**How far does the functional move the first excitation?**

When light lifts an electron out of an occupied orbital, it leaves a hole behind. The energy of the lowest such excitation that keeps all spins paired is called S1. The lowest excited state with two parallel spins is T1. In the molecule here, a germyl group bound to one oxygen of a small ether, both depend on how the calculation treats exchange, and the setting that varies most is the share of exact exchange.

C2H8GeO2, SMILES COC[O][GeH3], point group C1. PySCF 2.14.0 with density fitting; geometry PBE0-D3(BJ)/def2-SVP; gas phase. Vertical TDDFT singlets and Tamm-Dancoff triplets across levels. The shares of exact exchange are the functionals' definitions, rounded to whole per cent. The same in all rows: solvent none.

| functional | basis | exact exchange, long range (%) | S1 (eV) | leading pair | T1 (eV) |
| --- | --- | --- | --- | --- | --- |
| LDA | def2-SVPD | 0 | ? | HOMO to LUMO | ? |
| PBE | def2-SVPD | 0 | ? | HOMO to LUMO | ? |
| B3LYP | def2-SVPD | 20 | ? | HOMO to LUMO | ? |
| BHandHLYP | def2-SVPD | 50 | ? | HOMO to LUMO+1 | ? |
| CAM-B3LYP | def2-SVPD | 65 | 6.93 | HOMO to LUMO+1 | 6.58 |
| HF | def2-SVPD | 100 | 8.59 | HOMO to LUMO+2 | 7.98 |
| LC-wPBE | def2-SVPD | 100 | 7.42 | HOMO to LUMO+1 | 6.98 |
| wB97X-D | def2-SVPD | 100 | 7.05 | HOMO to LUMO+1 | 6.76 |
| PBE0 | 6-31G(d) | 25 | 6.57 | HOMO to LUMO | 6.25 |
| PBE0 | def2-SVP | 25 | 6.82 | HOMO to LUMO | 6.47 |
| PBE0 | def2-SVPD | 25 | 6.55 | HOMO to LUMO | 6.26 |
| PBE0 | def2-TZVP | 25 | 6.68 | HOMO to LUMO | 6.35 |

**(a) Predict S1 for LDA, PBE, B3LYP and BHandHLYP.**

*Solution.* In an approximate functional an electron partly repels itself. Exact exchange removes this error in proportion to its share, which lowers the occupied orbitals, while the empty ones end up higher. The gap between them therefore opens. Exact exchange also adds an attraction between the excited electron and its hole, but this returns only part of the increase, and less of it the farther apart the two are. S1 should rise with the share.

To turn this into numbers we need rows that differ in little else. The four functionals asked for use the same share at all distances between electrons, and so do PBE0 and HF. The range-separated functionals CAM-B3LYP, LC-wPBE and wB97X-D reach the printed share only at long range and have less at short range. This is one reason why three rows marked 100% can have S1 values from 7.05 to 8.59 eV; another is that HF lacks correlation.

The basis must match too, since adding diffuse functions to def2-SVP lowers the PBE0 value by 0.27 eV. This leaves PBE0 and HF in def2-SVPD as anchors. With $a$ the share in per cent, the straight line through them is

$$S_1(a)\approx 6.55+\frac{8.59-6.55}{100-25}\,(a-25)\ \text{eV}.$$

The slope is 0.27 eV for every ten points of exact exchange. Two anchors fix a line but cannot test whether it is straight, and theory suggests that it is not. Suppose the orbitals are held fixed and the excitation is built as a mixture of orbital jumps. The energy of any one mixture then changes linearly with $a$, and S1 belongs to whichever mixture is lowest. The lowest of many straight lines forms a curve that bends downwards: it lies above our line between the anchors and below it outside them.

The argument assumes that only the share changes, whereas HF also lacks correlation. It therefore suggests the direction of the correction, and the size has to be judged. For LDA and PBE, far outside the anchors, we subtract 0.35 eV. For PBE the estimate is

$$6.55-0.0272\times25-0.35=5.52\ \text{eV}.$$

B3LYP lies just outside the anchors. Functionals of its family, built on Becke exchange and LYP correlation, may also place excitations into diffuse orbitals somewhat lower than PBE-based functionals with the same share do. Whether S1 is of that kind here is not established, so we subtract only 0.10 eV. For BHandHLYP this tendency opposes the bend, and we leave the line as it is. The ranges below are judgements, not statistical errors.

| functional | predicted S1 (eV) |
|---|---|
| LDA | 5.52 ± 0.40 |
| PBE | 5.52 ± 0.40 |
| B3LYP | 6.31 ± 0.20 |
| BHandHLYP | 7.23 ± 0.25 |

LDA and PBE, which both lack exact exchange, should agree within 0.2 eV.

**(b) Predict the splitting between S1 and T1 for the same functionals.**

*Solution.* Two electrons with parallel spins avoid each other, so the triplet pays less repulsion than the singlet. If both states use the same pair of orbitals, the difference is twice an exchange integral, which is large when the two orbitals occupy the same space. Correlation between opposite spins reduces the splitting, because it helps the singlet more. HF has no such correlation, which is one reason to expect its splitting to be large.

The known values are 0.29 eV for PBE0 and 0.61 eV for HF, again in def2-SVPD. A straight line through them predicts 0.18 eV for LDA and PBE, 0.27 eV for B3LYP and 0.40 eV for BHandHLYP, each with a range of ± 0.12 eV. These values serve to compare functionals. They are not exact splittings, because the triplets were computed in the Tamm-Dancoff approximation and the singlets were not.

**(c) Compare the predictions with the computed values. What do the errors teach?**

The withheld rows as computed:

| functional | basis | exact exchange, long range (%) | S1 (eV) | leading pair | T1 (eV) |
| --- | --- | --- | --- | --- | --- |
| LDA | def2-SVPD | 0 | 5.39 | HOMO to LUMO | 5.26 |
| PBE | def2-SVPD | 0 | 5.52 | HOMO to LUMO | 5.36 |
| B3LYP | def2-SVPD | 20 | 6.37 | HOMO to LUMO | 6.12 |
| BHandHLYP | def2-SVPD | 50 | 7.34 | HOMO to LUMO+1 | 6.97 |

*Solution.* All four S1 values fall within their ranges. PBE agrees to the printed digits, which is closer than a range of ± 0.40 eV entitles us to expect. LDA was predicted 0.13 eV too high; it lies that far below PBE, within the allowed 0.2 eV. The forecasts for B3LYP and BHandHLYP were too low, by 0.06 and 0.11 eV.

The bend is there. Without its correction the line would have put PBE at 5.87 eV, which is 0.35 eV too high. From PBE to PBE0, which differ only in their exact exchange, S1 climbs by 0.41 eV for every ten points. From B3LYP to BHandHLYP, which both contain correlation, it climbs by 0.32 eV. From BHandHLYP to HF it climbs by only 0.25 eV, but that step also removes correlation and so is not a pure test of the share. The first portions of exact exchange thus raise S1 most.

The misses for B3LYP and BHandHLYP bear on the family tendency. B3LYP lies only 0.04 eV below the uncorrected line, so subtracting 0.10 eV was too much. BHandHLYP lies above the line, where the bend alone would put it. The assumed cancellation was therefore not complete, though a partial one remains possible.

The splittings also fall within their ranges, but every forecast is slightly too high, by 0.05 eV for LDA and by less for the others. More telling is the rise from 0.16 eV in PBE to 0.29 eV in PBE0. Both use the same correlation functional, so the absence of correlation from HF cannot be the whole explanation. If the orbitals and their mixture stayed fixed, as supposed in part (a), exact exchange would shift singlet and triplet alike. The rise therefore points to a change in the orbitals or in the mixture. Perhaps exact exchange brings the electron and its hole into the same region, which would enlarge the exchange integral; the energies alone do not test this.

For practical work, S1 values of related molecules should be compared only within one functional and one basis. Here the functional alone moves S1 from 5.39 eV in LDA to 8.59 eV in HF, and success in predicting these numbers does not show which is closest to a measured spectrum. All the calculations also leave out relativity, including spin-orbit coupling at germanium.

The bend leaves a question open. It would arise if one excitation gradually changed its composition, but also if a different excitation became the lowest on the way. The leading orbital pair does change, from HOMO to LUMO in PBE0 to HOMO to LUMO+1 in BHandHLYP, yet empty orbitals can simply swap their order. The make-up of T1 shows that more than a swap is involved: HOMO to LUMO accounts for 99% of it in LDA and about two thirds in B3LYP, while in HF no single pair reaches even a third. But the orbitals themselves also change with the functional, so such weights cannot settle the matter. Is S1 the same excitation in LDA and in HF? Comparing where the electron and the hole sit in each calculation would help to decide.
